**Li⁺ $1s2p\;2\,^3P$: inverting the Bethe-logarithm sums**

Hartree atomic units, infinite nuclear mass, $Z=3$, $\mathbf P=\mathbf p_1+\mathbf p_2$, and
$$H=\sum_i\Big(\frac{p_i^2}{2}-\frac{Z}{r_i}\Big)+\frac1{r_{12}}.$$

**Data.** These sums over intermediate states $n$, with weights $w_n=|\langle n|\mathbf P|0\rangle|^2$ and $\omega_n=E_n-E$, have the form a pseudostate calculation yields. They are made up for the exercise, rounded, and chosen near typical values for this state. I treat the uncertainties as independent.

| sum | value |
|---|---|
| $S_0=\sum w_n$ | $9.476\pm0.002$ |
| $D=\sum w_n\omega_n$ | $159.6\pm0.2$ |
| $N=\sum w_n\omega_n\ln\lvert2\omega_n\rvert$ | $826.7\pm1.0$ |

The modulus is needed because $2\,^3S$ lies below.

**Sum rule.** Summed over Cartesian components, $[\mathbf P,[H,\mathbf P]]=2\mathbf PH\mathbf P-P^2H-HP^2$, so in an eigenstate $D=\langle\mathbf P\cdot(H-E)\mathbf P\rangle=\tfrac12\langle[\mathbf P,[H,\mathbf P]]\rangle$. The kinetic energy commutes with $\mathbf P$. So does $1/r_{12}$, since $(\nabla_1+\nabla_2)r_{12}^{-1}=0$. With $V_i=-Z/r_i$ there remains $[H,\mathbf P]=i\sum_i\nabla_iV_i$, and the second commutator gives $\sum_i\nabla_i^2V_i=4\pi Z\sum_i\delta(\mathbf r_i)$:
$$D=2\pi Z\rho_0,\qquad \rho_0=\sum_i\langle\delta(\mathbf r_i)\rangle .$$
Test: for hydrogenic $1s$, direct evaluation of $\langle\mathbf p\cdot(H-E)\mathbf p\rangle$ gives $2Z^4=2\pi Z\cdot Z^3/\pi$. The repulsion enters $D$ only through the wave function.

**Model-free step.** $\rho_0=D/6\pi=8.467\pm0.011$. Also $\ln(k_0/\mathrm{Ry})=N/D=5.180\pm0.009$, so $k_0=178\pm2$ Ry and $\ln(k_0/Z^2\mathrm{Ry})=2.983$.

**Model.** I represent $\rho_0$ and $S_0=\langle P^2\rangle$ by $\psi=[s(1)\phi(2)-\phi(1)s(2)]/\sqrt2$, with $s=\sqrt{a^3/\pi}\,e^{-ar}$, $\phi=\sqrt{b^5/\pi}\,z\,e^{-br}$ and $a,b$ unknown. This $\psi$ is no eigenfunction, so I use it only for these two expectation values; the sum rule was applied to the eigenstate behind the data.

The orbitals are orthogonal and $\phi(0)=0$, hence $\rho_0=a^3/\pi$ and $D=2Za^3$. Further $\langle p_1^2+p_2^2\rangle=a^2+b^2$. In $\langle\mathbf p_1\cdot\mathbf p_2\rangle$ the direct term vanishes by parity and exchange leaves $-M^2$, where
$$M=|\langle\phi|\partial_z|s\rangle|=\frac{8\,(ab)^{5/2}}{(a+b)^4}.$$
With $x=b/a$,
$$S_0=a^2[1+f(x)],\qquad f(x)=x^2-\frac{128x^5}{(1+x)^8}.$$

**Inversion** (digits carried unrounded). $a=(D/6)^{1/3}=2.9851$. Then $f=S_0/a^2-1=0.0634$, whose root is $x=0.360$, so $b=1.074$ and $\langle\mathbf p_1\cdot\mathbf p_2\rangle=-0.294$. The cross term is indispensable: without it $b=\sqrt{S_0-a^2}=0.752$.

**Uniqueness.** $D$ is monotonic in $a$. For $b$, $f'=2x(1-g)$ with $g=64x^3(5-3x)/(1+x)^9$. Stationary points of $g$ at $x>0$ obey $5x^2-14x+5=0$. The maximum is at $x=0.420$, where $g=0.755<1$; at the other root $g$ is negative. So $f$ rises monotonically from zero without bound, and any $S_0>a^2$ has exactly one solution. This holds within the two-exponent family only: $D$ fixes the density at one point, and other radial shapes could match the same data.

**Error propagation.** $\delta a=a\,\delta D/3D$ gives $\pm0.0012$. Differentiating $S_0(a,b)$,
$$\delta b=\frac{\delta S_0-[2a(1+f)-bf']\,\delta a}{af'},\qquad f'=0.1905,$$
or $\delta b=1.76\,\delta S_0-0.0674\,\delta D$. The two contributions are $0.0035$ and $0.0135$, together $0.014$. The $0.13\,\%$ uncertainty in $D$ becomes $1.3\,\%$ in $b$, although $D$ does not contain $b$. The causes are that $b$ lives in the small remainder $S_0-a^2$, and that exchange cancels most of the slope $2x$. Errors in $a$ and $b$ are anticorrelated. Errors in $N$ touch only $k_0$; if one basis made $N$ and $D$ err in the same proportion, that error would cancel in $N/D$.

**Result (the model's, from invented data).** $a=2.9851\pm0.0012$ and $b=1.074\pm0.014$. The $1s$ orbital is screened by only $Z-a=0.015$. The $2p$ effective charge is $2b=2.15\pm0.03$, above the fully screened $Z-1=2$. Because the inputs were picked to be typical, these numbers test the inversion and not the ion.